Band levels of zinc-blende BAs (two-atom cell, edge 3.402 Å) were computed with ABINIT 10.8.3 using the PBE functional, JTH PAW PBE v2.0 datasets, a 408 eV plane-wave cutoff and an 8×8×8 k mesh, without spin-orbit coupling. Points are given in fractions of the reciprocal cell vectors, and energies are counted from the valence top.

```
point a (reciprocal cell vector)  point b (reciprocal cell vector)  point c (reciprocal cell vector)  level under 4 (eV)  level under 3 (eV)  level under 2 (eV)  level under 1 (eV)  level over 1 (eV)  level over 2 (eV)
                          0.0000                            0.0000                            0.0000             -15.213               0.000               0.000               0.000              3.247              3.247
                          0.5000                            0.0000                            0.0000             -12.420              -8.628              -1.786              -1.786              2.559              4.764
                         -0.2500                            0.2500                            0.0000             -12.752              -6.566              -4.975              -1.926              3.469              6.041
                          0.3750                            0.3750                            0.0000             -12.374              -6.761              -3.645              -3.645              1.213              2.566
                         -0.3750                            0.3750                            0.0000             -11.187              -8.034              -5.806              -3.410              2.053              5.488
                         -0.3750                            0.5000                            0.1250             -11.070              -8.209              -4.706              -4.586              2.889              2.982
                         -0.2500                            0.5000                            0.2500             -10.994              -7.957              -5.356              -5.064              5.255              5.812
```

In this calculation of boron arsenide the band gap is about 1 eV, yet an electron lifted without a change of wave vector needs at least 3 eV, and at one corner of the zone 10 eV. The energies count from the valence top. "Level under 1" is the highest filled level at each point, the valence edge, and "level over 1" the lowest empty one, the conduction edge. In order, the rows are the zone centre Γ, the point L, two thirds of the way from Γ to K, three quarters of the way from Γ to X, K, midway between X and W, and W.

The valence edge is highest at Γ and the conduction edge is lowest in the fourth row, so the gap is indirect and light needs the help of a lattice vibration to bridge it. Its value of 1.21 eV is an upper bound for this functional, because the true minimum may fall between mesh points. PBE is also known to make gaps too small. The question here is why the two edges choose these places.

**Counting waves**

Begin with free electrons in an empty box that has the periodicity of the crystal. At a wave vector $\mathbf k$ the allowed waves have the vectors $\mathbf k+\mathbf G$, where $\mathbf G$ is any reciprocal lattice vector, and their energies are

$$E = E_0 + 6.50\ \text{eV}\times q^2,\qquad q=\frac{|\mathbf k+\mathbf G|}{2\pi/a}.$$

The prefactor is $\hbar^2(2\pi/a)^2/2m$, with $a$ the cubic lattice constant and $m$ the electron mass. The offset $E_0=-15.21$ eV is the lowest listed level at Γ, the only level taken from the table. The arsenic 3d electrons sit in deeper levels that are not listed and are left out of the count. The other eight electrons per cell fill four of these bands, so the fourth wave sets the valence edge and the fifth the conduction edge.

The crystal potential then mixes the waves. Waves of equal energy are split, but theory requires that mixing among themselves leaves their mean unchanged. The wave count therefore sets roughly where a group of levels lies, and the potential sets how far it spreads. Mixing with other groups shifts the mean somewhat.

**Near X**

In the fourth row the six lowest waves have $q^2=0.5625$, $1.5625$ and four times $2.0625$, which gives a mean of $10.375/6=1.729$. The estimated mean energy is

$$-15.21+6.50\times1.729=-3.97\ \text{eV}.$$

The six calculated levels average −3.77 eV, a miss of 0.2 eV for levels that spread over 15 eV. Part of this agreement comes from errors that cancel, because mixing with higher waves lowers both the level used as offset and the mean of the six.

The fourth and fifth waves both belong to the set of four. Without a potential there would be no gap here; with it, two levels of the set go down and are filled, and two go up and stay empty. No other listed point has so low a fifth wave, which favours a low conduction edge here. The count alone cannot settle the matter, because it is the same for every zinc-blende crystal, including gallium arsenide, whose conduction edge is lowest at Γ. In gallium arsenide the potential brings a single, s-like level down at Γ. In boron arsenide the two lowest empty levels at Γ are equal, so the edge there is not that single level, and the fourth row stays lowest. Nor does the count give the exact spot: the free wave keeps falling all the way to X, while the calculated minimum on the mesh comes before it.

**At W**

At W four waves share $q^2=1.25$ and the next ones lie at $3.25$. The four filled bands use up all the low waves, and the fifth starts two units, or 13 eV, higher. The calculated separation is 10.3 eV, smaller mainly because the potential spreads the filled set and pushes its top member up.

The same reasoning covers the valence edge. The free fourth wave puts all seven points in the right order, from Γ at the top to W at the bottom, but makes the range 11.4 eV instead of 5.1 eV. At Γ the edge belongs to the lower part of a split set, at W it is the top of one, and both shifts narrow the range.

**The irregular rows**

On the way to K the fifth wave is lower than at Γ or L, yet the conduction edge is higher than at either. Here the fourth and fifth waves form a set of only two, so the conduction edge is the upper member and takes the full upward push. At Γ and L the sets hold eight and six waves, and the fifth level lies inside them and is not pushed up.

The point midway between X and W is irregular too. Its fifth wave is lower than that of L, yet its conduction edge is higher. The place in the set cannot explain this, because the fifth wave is the lower member of its pair. Both members lie about 1.5 eV above the free value, as expected when they mix with the filled pairs below them. The height of the conduction edge thus depends on how low the fifth wave is, on its place in its set and on the push from other sets.

**Where the picture is too simple**

Midway between X and W the waves come in pairs, which would remain degenerate if both atoms were alike. The lowest pair splits by 2.9 eV, the other two by only about 0.1 eV. To first order a single component of the potential would split all three equally, so the first-order estimate fails here. A likely reason for the wide splitting of the lowest pair, which these energies do not test, is that the deeper s orbital of arsenic goes mainly into one state and the s orbital of boron into the other. The upper filled pair must meet at X by symmetry even when the atoms differ, and it opens slowly from there, to only 0.3 eV at W. Why the empty pair splits so little is not settled by these energies.

The printed output compares the free-electron ladder with all seven rows.

Output of the analysis:

```
free-electron energy unit for the square of 2 pi/a (eV): 6.498
edges against free waves (eV):
     row  free wave 4  valence edge  free wave 5  conduction edge
     0.0        4.281             0        4.281            3.247
     0.5        2.657        -1.786        2.657            2.559
   -0.25        1.032        -1.926        1.032            3.469
   0.375       -1.811        -3.645       -1.811            1.213
  -0.375       -1.405         -3.41       -1.405            2.053
  -0.375        -5.06        -4.586        1.438            2.889
   -0.25        -7.09        -5.064        5.906            5.255
means of six levels and edge separations (eV):
     row  free mean  calculated mean  calculated less free  free separation  calculated separation
     0.0      1.032           -1.453                -2.485                0                  3.247
     0.5     -1.675           -2.883                -1.207                0                  4.345
   -0.25     -2.217           -2.785                -0.568                0                  5.395
   0.375     -3.977           -3.774                0.2024                0                  4.858
  -0.375     -3.571           -3.483               0.08797                0                  5.463
  -0.375     -3.977           -3.783                0.1934            6.498                  7.475
   -0.25     -2.758           -3.051               -0.2923               13                  10.32
rank correlation of valence edge with free wave 4: 1
rank correlation of conduction edge with free wave 5: 0.75
spread of valence edge over the points, calculated (eV): 5.064
spread of valence edge over the points, free waves (eV): 11.37
indirect gap between listed points (eV): 1.213
conduction edge at Gamma above that on Gamma-X (eV): 2.034
conduction edge at K above that on Gamma-X (eV): 0.84
middle of the two edges on the way to K (eV): 0.7715
middle of the two edges at K (eV): -0.6785
mean of the four valence levels at W (eV): -7.343
splitting of lower valence pair midway X-W (eV): 2.861
splitting of upper valence pair midway X-W (eV): 0.12
splitting of conduction pair midway X-W (eV): 0.093
```
